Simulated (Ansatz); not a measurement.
# A series in volume per atom on NbRu₃

Periodic Kohn-Sham DFT of a crystal at fixed atoms; pressure and stress are positive in compression; the energy is the free energy less that of spherical unpolarised free atoms; site moments are those in the method's own spheres, positive along +z. The results are calculated, by Ansatz 0.2.0.

Cell of the first row (space group Pm-3m, No. 221):
```
NbRu3
1.0
      3.8008     0.0000     0.0000
      0.0000     3.8008     0.0000
      0.0000     0.0000     3.8008
Nb Ru
1 3
Direct
  0.00000 0.00000 0.00000
  0.00000 0.50000 0.50000
  0.50000 0.00000 0.50000
  0.50000 0.50000 0.00000
```

Settings of every row: method all-electron PAW; functional LDA; relativity scalar; k mesh 9x9x9; filling fermi-dirac; smearing width 0.05 eV; nucleus gaussian.

Atom start moment: 0 on all atoms.

```
row  volume per atom (Å³)  pressure (GPa)
  1                13.727           7.044
  2                14.019           0.189
  3                14.311           -5.93
  4                14.457          -8.738
  5                14.603         -11.389
  6                14.749         -13.893
  7                14.895               ?
  8                15.187         -20.592
  9                15.479         -24.448
```

Question: what pressure should row 7 give?

Worked fit of pressure. Take u = (V_r/V)^(2/3) − 1 with V_r = 14.53 Å³ an atom, which is twice the finite (Eulerian) strain; such expansions in the strain, on which the Birch-Murnaghan equation of state is built, carry the rest volume and the bulk modulus. The shown rows have u = 0.03863, 0.02416, 0.01018, 0.00336, -0.00334, -0.00992, -0.02905, -0.0413. Least squares give pressure = −10.0827 + 395.75 × u + 1197.15 × u² + 899 × u³ GPa; a parabola predicts inner rows, each left out in turn, worse (root mean square 0.014 against 0.0022 GPa). The rows lie off it by 0.001, -0.001, -0.001, 0.001, 0.002, -0.001, -0.001, 0.001. The pressure vanishes at u = 0.0237, or V = 14.03 Å³ an atom, and there the bulk modulus at fixed shape and fractions is B = −V dP/dV = (2/3)(1 + u) dP/du = 310 GPa. The withheld row has u = -0.0164, so the fit gives −10.0827 + 395.75 × (-0.0164) + 1197.15 × (-0.0164)² + 899 × (-0.0164)³ = -16.255 GPa.

The calculation gave -16.257 GPa. The fit lies 0.002 GPa (0.0064 % of the column's range) above it; its largest miss of a shown row is 0.002 GPa.
